An ordered cell of HfSi₃O₈ has been relaxed within its own symmetry, and its vibrations have been computed for the case in which all cells move alike. Each row below is one mode, that is, one pattern of motion of the atoms. The phonon frequency $\omega$ tells how stiff the motion is for the masses that take part. The phonon infrared intensity $I$ tells how strongly the motion changes the dipole of the cell, and so how strongly it couples to an electric field.

Zone-centre optical modes of HfSi₃O₈ (12 atoms in the cell, space group Pmm2), from density-functional perturbation theory with the PBEsol functional in Ansatz 0.2.0. The calculation used plane waves with PAW, a 420 eV cutoff, a 6×4×4 k mesh and fixed occupations. Frequencies exclude the longitudinal term, and a negative value denotes an imaginary frequency.

```tsv
row	phonon frequency (cm⁻¹)	phonon infrared intensity ((debye/Å)²/amu)
1	-74.2	7.31
2	90.5	1.05
3	161.0	14.6
4	185.2	3.09
5	195.2	0.731
6	217.5	0
7	238.1	3.55
8	277.9	0
9	298.5	0.141
10	309.1	5.39
11	322.3	1.27
12	329.8	9.96
13	345.6	0.026
14	362.2	0.106
15	384.0	21.4
16	417.3	0.225
17	445.7	3.12
18	484.4	3.45
19	499.2	52.3
20	580.5	4.04
21	584.5	38.2
22	613.7	0
23	651.0	6.57
24	665.3	9.90
25	685.8	3.62
26	709.5	25.3
27	711.3	1.53
28	758.9	4.56
29	801.5	2.28
30	814.2	0.273
31	825.5	12.4
32	861.1	30.6
33	950.9	0.463
```

Several of the parts below use one idea: the dipole of a mode is a sum over the atoms that move.

**(a) How many modes should there be, and why do rows 6, 8 and 22 have no infrared intensity at all?**

*Solution.* Twelve atoms have $3\times12=36$ ways to move. Three of these shift the whole crystal, which leaves the 33 rows of the table. None of them is degenerate, because the cell has two mirror planes and a twofold axis but no rotation of higher order. The relaxed cell is orthorhombic. A tetragonal neighbour, with a fourfold axis, would show some of its modes as pairs of equal frequency.

The three zeros follow from the mirrors. The computed Born charges, which give the dipole produced by moving each atom, show that six of the atoms form three mirror-related pairs: one of silicon and two of oxygen. If the two partners of a pair move in opposite directions along $a$, their dipoles cancel exactly. Three pairs give three such motions, and these mix only among themselves to form three silent modes.

The atoms outside the pairs, hafnium among them, stand still in these modes. The zeros are therefore a property of the symmetry, and a finer calculation would keep them. Row 13, at 0.026, is a different case: symmetry allows it a dipole, and the contributions happen to cancel almost completely.

**(b) Which element carries most of the infrared strength?**

*Solution.* When one atom moves, its dipole is the displacement times the Born charge $Z$. This charge includes the electrons that flow along the bonds as the atom moves, so it can exceed the usual ionic charge. For the same share of a mode's kinetic energy, a heavy atom moves less than a light one: its displacement goes as $1/\sqrt{M}$, with $M$ its mass. The intensity is the square of the summed dipole, so a single atom counts as $Z^2/M$.

For one mode the atoms interfere. Summed over all modes, the cross terms between different atoms drop out, because the modes together form a complete set of independent motions. The three uniform shifts add nothing, since the Born charges of a neutral cell sum to zero. What remains is

$$\sum I = 4.803^2 \sum_{\text{atoms}} \frac{Z^2}{M},$$

where $Z^2$ stands for the sum of the squares of all components of an atom's Born charge, and 4.803 turns elementary charges into debye per ångström.

The squares add up to 102.9 for the eight oxygens, 136.1 for the three silicons and 56.3 for hafnium. With the atomic masses this gives

$$23.07\left(\frac{102.9}{16.0}+\frac{136.1}{28.1}+\frac{56.3}{178.5}\right)\approx 267.4 .$$

The intensities in the table add up to 267.5 in the same unit. The agreement shows that the books are in order. It is no test of the physics, because both sides rest on the same Born charges.

Oxygen accounts for 55 % of the total, silicon for 42 % and hafnium for only 3 %. Hafnium has a large Born charge, but the square of that charge is divided by a very large mass, which leaves it little weight in the sum. The bright part of the spectrum is therefore mainly a record of silicon and oxygen in motion.

**(c) Rows 32 and 33 are the two stiffest modes. Why is one bright and the other almost dark?**

*Solution.* Stiffness is a poor guide to brightness. The rank correlation between frequency and intensity over all rows is only 0.23, and row 32 is 66 times as intense as row 33. What decides is whether the atomic dipoles of a mode add or cancel.

A useful yardstick is the intensity that one atom would have if it moved alone. The largest such value belongs to the unpaired silicon moving along $b$, with a Born charge of 4.76:

$$23.07\times\frac{4.76^2}{28.1}\approx 18.6 .$$

The smallest, 1.46, belongs to hafnium moving along $c$. A mode above this range needs several atoms whose dipoles add, and a mode below it needs atoms whose dipoles cancel.

Row 32, at 30.6, lies above the range, and row 33, at 0.463, lies below it. The strongest mode of all, row 19, reaches 2.8 times the largest single-atom value, and a group of atoms can reach at most the sum of its single-atom values. The best three are the silicons moving along $b$. The two paired ones have a smaller Born charge than the unpaired one, and the three together still fall short of 52.3. At least four atoms must therefore work together in row 19. Nine modes with nonzero intensity fall below the range.

Carbon dioxide shows the same contrast in a simpler form. In its antisymmetric stretch the carbon moves against both oxygens and the dipoles add. In its symmetric stretch the oxygens move oppositely and the dipoles cancel. The likeness lies in the sum of dipoles and not necessarily in the motion, since the table does not show which atoms move in rows 32 and 33. In carbon dioxide symmetry makes the cancellation exact, whereas in row 33 a small dipole is left over. The rule carries over to other oxides: a mode tends to be bright when cations move against oxygens, and faint when they move together or when like atoms move oppositely.

**(d) What does the negative frequency in row 1 mean?**

*Solution.* The calculation yields the square of the frequency, which is the curvature of the energy along the mode divided by the mass that moves. In row 1 this square is negative, and the table marks its imaginary root with a minus sign. The energy falls when the atoms are displaced along this mode. Row 1 is thus a path towards another structure, and the cell as computed is not a minimum at this level of theory.

The intensity of 7.31 adds a second fact: the displacement changes the dipole of the cell. It probably also breaks one of the mirror planes. The cell was relaxed with its symmetry held, so a downhill path that keeps both mirrors would most likely have been followed already.

An instability is no great surprise in a constructed prototype. Hafnium has four neighbours within 15 % of its shortest bond to oxygen, 1.89 Å. Longer bonds are not counted, so this number cannot be set directly against the eight oxygens around hafnium in the mineral hafnon. The table does not show what drives the instability. The spectrum should not be read as that of hafnon or of a hafnium silicate glass.

**(e) What would change if hafnium had the mass of zirconium, with all forces and charges kept?**

*Solution.* Rows 6, 8 and 22 would not move at all, because hafnium stands still in them. The other real frequencies would rise or stay as they are, since a lighter atom answers the same forces more quickly. Row 1 would remain imaginary: a direction that leads downhill in energy does so whatever the atoms weigh.

The total intensity would hardly change. Only the hafnium share of 2.7 % grows, by the mass ratio $178.5/91.2\approx1.96$, which adds about 2.6 % to the total. In a cell computed with zirconium itself, the forces and charges would differ too. The two elements are chemically so alike that these changes should be modest, but that is an argument from chemistry and not a result of this table.

**(f) Which digits can be trusted?**

*Solution.* The printed decimals show how finely the results were written down, not how accurate they are. All rows share one plane-wave cutoff and one mesh, so the table cannot tell how far a row would shift with finer settings. Some conclusions are nevertheless much more sensitive than others.

Rows 26 and 27 lie only 1.8 cm⁻¹ apart, yet one is bright and the other faint. If they have the same symmetry, a small change in the forces can mix them and pass intensity from one to the other. Their combined intensity of 26.8 is then the safer number.

Row 1 is delicate for another reason. Forces determine the square of the frequency, and near zero a small change in the square is a large change in the frequency. A change big enough to bring row 1 up to zero would shift row 33 by only 2.9 cm⁻¹. The same change would move the soft rows 2 and 3 several times further. If the errors in the squared frequencies are of similar size for soft and stiff modes, which the table does not show, an error hardly noticed at the top of the spectrum could decide the sign at the bottom. The instability is the result at these settings, and it deserves a check with a higher cutoff and a denser mesh. A further error of unknown size would survive that check: the PBEsol functional was run here with PAW datasets made for another functional, PBE.

**(g) Can the static permittivity of this cell be taken from the table?**

*Solution.* In a static field the atoms shift until the restoring forces balance the pull on their charges. A soft mode yields further than a stiff one, so each mode contributes to the permittivity in proportion to $I/\omega^2$. The electrons add a part of their own, which the table does not list. The brightest line in the spectrum need not matter most. Row 3 has less than a third of the intensity of row 19, yet it contributes 2.7 times as much, because its frequency is so much lower.

The same weighting makes row 1 fatal to the estimate. Its squared frequency is negative, so its term is negative as well, and it amounts to 78 % of the sum of all the other rows, taken over the three field directions together. In this symmetry the dipole of a mode lies along one axis, so the whole term falls on a single direction and weighs more heavily still against the modes that share it. A negative term of this kind cannot occur in a crystal at rest in a stable structure. It signals that the atoms would leave this structure instead of settling near it.

Leaving row 1 out would not mend the result. Once the atoms have moved to a stable arrangement, the other soft modes will have changed too, and they carry much of the weight. The first step is therefore to repeat the calculation with finer settings. If row 1 stays imaginary, the atoms should be displaced along it and the cell relaxed with the lower symmetry. A permittivity is worth computing only when every frequency is real, also for motions that differ from cell to cell. Soft, bright modes add most to a permittivity, and they are often also the modes that respond most to a change of structure.
